The energy over the start is the electronic energy of a geometry on a reaction path, less that of the relaxed starting molecule. On this path a hydrogen atom leaves a silicon atom of a five-membered ring and settles on the neighbouring nitrogen. The nudged elastic band method strings a chain of geometries between the two relaxed ends and lets each relax sideways, until the chain follows the valley floor over a pass. One geometry is driven uphill to the pass itself. For each step from row to row, the displacements of all atoms are combined as the root of the sum of their squares, and the path length adds up these steps. It therefore measures the motion of the whole molecule and not just the length of one bond.

Hydrogen shift in neutral singlet C2H7NSi2, calculated with Ansatz 0.2.0 at the spin-restricted r2SCAN/STO-3G level without a dispersion correction. The path is a climbing-image nudged elastic band with nine images between relaxed ends and a force component limit of 0.05 eV/Å. The band force is the largest component on each image.

```
row  energy over the start (eV)  path length (Å)  band force (eV/Å)
  1                       0.000            0.000                n/a
  2                       0.043            0.343              0.030
  3                       0.223            0.685              0.033
  4                       0.624            1.029              0.033
  5                       1.427            1.372              0.013
  6                       2.728            1.716              0.016
  7                       3.509            2.059              0.026
  8                       2.590            2.523              0.015
  9                       1.701            2.987              0.030
 10                       1.558            3.451              0.006
 11                       1.542            3.914                n/a
```

The energy rises to a single top in row 7 and then falls, but it doesn't fall back to where it began. The forward barrier is 3.51 eV, and the end lies 1.54 eV above the start. Two things therefore need explaining: why the product is high, and why the way to it leads over a pass much higher still. The band force is no guide to either, because it is the residual force on the relaxed chain and not the slope of the energy. It stays at or below 0.033 eV/Å even where the path is steepest.

Rows 1 to 4 cover half of the way to the top and yet only 18 % of the climb. A slow beginning is required by the starting point: at a relaxed minimum the slope is zero, and the energy can grow only with the square of a small displacement. The kind of motion probably helps too. To reach nitrogen the hydrogen must swing round silicon, and bending a bond costs less than stretching it. The angle between the Si–H and Si–N bonds is 109° at the start and has closed to 44° at the top.

How far can such a swing carry the hydrogen? Take the limiting case in which the Si–H bond turns to the angle found at the top but keeps its starting length of 1.45 Å. With the Si–N distance of 1.82 Å found at the top, the triangle gives

N–H distance = √(1.45² + 1.82² − 2 × 1.45 × 1.82 × cos 43.5°) ≈ 1.26 Å.

The hydrogen would then be within bonding reach of nitrogen without any stretching of the bond that it is to leave. Most of the approach is thus a matter of turning.

Rows 4 to 6 are the steep part. The energy rises by 0.80 eV and then by 1.30 eV in two steps of equal length, which together make up 60 % of the barrier. The hydrogen is now being forced towards a place between silicon and nitrogen where neither atom can bind it well. A likely reason lies in the number of electrons involved, and a simple orbital count shows how it would work.

Consider three orbitals: one on silicon pointing to the hydrogen, one on the hydrogen, and the lone-pair orbital of nitrogen. Let b be the strength of the coupling between two neighbouring orbitals, and measure energies from that of a separate orbital, taken as equal for all three. An ordinary two-centre bond has a level at −b, so its two electrons contribute −2b. In the limiting case of a triangle with three equal couplings, the levels lie at −2b, +b and +b.

With two electrons, the triangle gives −4b and beats the ordinary bond. This is why a hydrogen shift towards an empty orbital, as in a carbocation, is usually easy. In the present molecule there are four electrons, two from the Si–H bond and two from the nitrogen lone pair. The triangle then gives −4b + 2b = −2b, exactly what the bond and an undisturbed lone pair had before. The second pair has used up everything that the first one gained.

The real top differs from this ideal triangle. Its Si–H distance is 0.27 Å longer than at the start, and its N–H distance 0.25 Å longer than at the end, so these two couplings are weaker than in a full bond. In the count that alone costs nothing: as long as the Si–N coupling stays at b, the four electrons stay at −2b. With the other two couplings at full strength, a weaker Si–N coupling would even lower their energy. The longer distances therefore don't show whether the real top is better or worse off than the triangle.

The count thus explains why the triangle brings no gain, but not why the energy rises so far. A likely contribution to the rise is overlap, which the count leaves out: it pushes the occupied antibonding level further up and takes away part of the gain in the bonding one. This gives the direction of the effect and not its size in electronvolts. It makes it understandable that the hydrogen finds no comfortable resting place halfway.

The direction of approach adds to the difficulty. The lone pair of an imine nitrogen, one doubly bonded to carbon, lies in the plane of that nitrogen and its two neighbours. The hydrogen comes from silicon, whose two hydrogens stand above and below the ring. At the top the N–H line still makes an angle of 53° with the C–N–Si plane, whereas at the end it is only 14° out of it. The lone pair also points away from both neighbours of nitrogen, while the hydrogen still leans towards silicon, so the N–H line stands nearly at right angles to the lone pair's axis. The hydrogen thus meets the lone pair from the side, and the new bond probably can't yet repay what the old one has lost. Outside the plane it also meets the π electrons of the double bond, which the count with three orbitals leaves out.

Row 7 is the pass. The last step up to it is smaller than the one before, 0.78 eV against 1.30 eV, although both are equally long. This is no sign of a new process: the slope must vanish at the top just as it does at a minimum, so the climb has to ease off. A vibrational calculation at this geometry finds one imaginary wavenumber, the mark of a true pass with a single downhill direction.

The charges at the pass suggest what kind of hydrogen is travelling. The migrating atom carries about +0.08 e, while the three hydrogens that remain on silicon carry about −0.13 e each. It thus moves more like a proton towards a lone pair than like a hydride. In so small a basis set, charges deserve trust only as a qualitative hint, but this one agrees with the electron count used above.

Is this top early or late? The Si–H distance has made only 25 % of its total change, which looks early, while the N–H distance has made 84 % of its change, which looks late. The contradiction comes from the swing: it shortens the N–H distance greatly before the Si–H bond has to stretch. Beyond their proper lengths, the old and the new bond are stretched by nearly the same number of ångströms. By that measure the top is neither clearly early nor clearly late.

A simple model shows what the energies alone would suggest. Let x be the fraction of the path covered, and describe start and end by two parabolas of equal curvature k, with minima at x = 0 and x = 1. The top is where they cross. Its height above the start is the forward barrier F, and its height above the end is the return barrier R:

F = k x²/2 and R = k (1 − x)²/2, hence x = √F / (√F + √R).

Two limits make the formula plain. If start and end are equally high, F equals R and the top lies in the middle. If the end lies so high that hardly any return barrier remains, the top moves to the end of the path. This is the familiar rule that an uphill reaction has a late top. The square roots soften it, so that even clearly unequal barriers shift the top only a little.

Here F = 3.509 eV and R = 3.509 − 1.542 = 1.967 eV, which gives

x = 1.873 / (1.873 + 1.402) = 0.57.

The calculated top lies at 2.059/3.914 = 0.53 of the path. The model takes both barriers from the table but is not told where the top lies, and it correctly puts it slightly beyond the middle. Its shape is less good. A quarter of the way back from the end to the top, the parabola would stand at 1.967/16 = 0.12 eV above the end, whereas row 10 lies only 0.016 eV above it.

Rows 7 to 9 bring most of the descent: 92 % of it is done in these two steps. The N–H bond is shortening to its proper length and the hydrogen is turning towards the plane of the lone pair, so the bond that was poor at the pass becomes a good one. The fall is gentler than the climb chiefly because there is less height to lose. The way down is nearly as long as the way up, but it drops by only 1.97 eV.

Rows 9 to 11 are almost flat. The energy loses 0.14 eV and then just 0.02 eV, over steps as long as those that brought the steep descent. An approach to a minimum has to flatten, but this one is flatter than equal parabolas allow. A likely reason, which the energies alone don't prove, is that the N–H bond is already complete and only soft motions remain, such as bending that bond into its final direction.

Row 11 shows where the path has led, and why it stays high. One bond has been broken and one made, and in ordinary molecules an N–H bond is stronger than an Si–H bond. By that count the reaction should run downhill. The count fails because it assumes that both atoms keep their usual valences, and here neither does.

Nitrogen has spent its lone pair on the new bond while keeping its double bond to carbon; the C–N bond is only 0.03 Å longer than at the start. It now has the bonding of a positively charged iminium nitrogen. Silicon has lost a partner and kept the electron pair. Its three bond angles add up to 287°, far from the 360° of a flat centre, as befits a silicon atom with a lone pair. The product thus holds a formal positive charge next to a negative one, and this separation is the most plausible cause of its high energy.

The high product accounts for only part of the barrier. In the limiting case of a path without any resistance of its own, the energy would climb to 1.54 eV and stop there, and the return barrier would be zero. Instead 1.97 eV remain to be overcome on the way back. That part belongs to the crossing itself, and its likely causes are the four electrons around three atoms and the sideways approach to the lone pair.

The energies should be read as a picture of this path and not as precise predictions. The minimal basis set lacks the polarisation and diffuse functions that silicon and an anion-like lone pair need, so the heights of the pass and of the end are uncertain in either direction. Semilocal functionals such as r2SCAN also tend to make barriers too low, but in this basis set that doesn't fix the sign of the total error. The electrons were also kept in closed-shell pairs while a bond was breaking; if an open-shell singlet were more stable near the pass, the barrier would be lower. Zero-point motion, which is left out, would usually lower it somewhat as well. Finally, the barrier belongs to the path that the chain found from its first guess, and another path between the same ends could have a lower pass.

For a similar shift between neighbouring atoms, two questions give a first idea of the profile. Does the hydrogen move towards an empty orbital or towards a lone pair? And does it leave both atoms with their usual valences, or with opposite charges? In this molecule both answers are the unfavourable ones: the first probably helps to raise the pass, and the second to raise the end.
